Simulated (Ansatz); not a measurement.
## Ge: energy above lowest point as volume scale varies

Results calculated with Ansatz 0.2.0, not measured. Free energy against uniform scaling of the volume at fixed shape and fractions; periodic cell, basis, potentials, k mesh and filling as listed.

The cell before it is scaled or strained (space group Cmcm, No. 63):
```
Ge
1.0
      1.4881    -2.5947     0.0000
      1.4881     2.5947     0.0000
      0.0000     0.0000     4.7276
Ge
2
Direct
  0.66655 0.33345 0.25000
  0.33345 0.66655 0.75000
```

Settings of every row: functional PBEsol; dispersion none; potentials PAW; wave cutoff 500 eV; density cutoff 2000 eV; k mesh 11x11x6; k shift 0x0x0; occupations methfessel paxton; smearing width 0.05 eV; spin none.

Limits: coarse k mesh, up to 40 meV an atom off; the cell comes from a prototype or a list of computed structures and needn't be the stable phase.

```
row  volume scale  V (Å³/atom)  energy above lowest point (meV/atom)
  1          0.92       16.794                                  35.1
  2        0.9467       17.281                                     ?
  3        0.9733       17.767                                   4.2
  4             1       18.254                                     0
  5        1.0267       18.741                                   2.1
  6        1.0533       19.227                                   9.4
  7          1.08       19.714                                  20.8
```

Question: what energy above lowest point should row 2 give?

Worked fit of energy above lowest point. Take u = (V_r/V)^(2/3) − 1 with V_r = 18.498 Å³ an atom, which is twice the finite (Eulerian) strain; such expansions in the strain, on which the Birch-Murnaghan equation of state is built, carry the rest volume and the bulk modulus. The shown rows have u = 0.06655, 0.02724, 0.00889, -0.00866, -0.02544, -0.04156. Least squares give energy above lowest point = 0.3 − 106.5 × u + 9439 × u² meV/atom; a straight line predicts inner rows, each left out in turn, worse (root mean square 11 against 0.29 meV/atom). The rows lie off it by 0.1, -0.2, -0.1, 0.2, 0.3, -0.2. Its lowest point lies at u = 0.0056, or V = 18.34 Å³ an atom, and the curvature there gives the bulk modulus at fixed shape and fractions, B = (4/9)(1 + u)² E″(u)/V = 74.1 GPa. Letting shape and atoms relax would as a rule lower it, by much in layered, chain or molecular crystals. The withheld row has u = 0.04641, so the fit gives 0.3 − 106.5 × (0.04641) + 9439 × (0.04641)² = 15.7 meV/atom.

The calculation gave 15.7 meV/atom. The fit meets it to the printed digit.
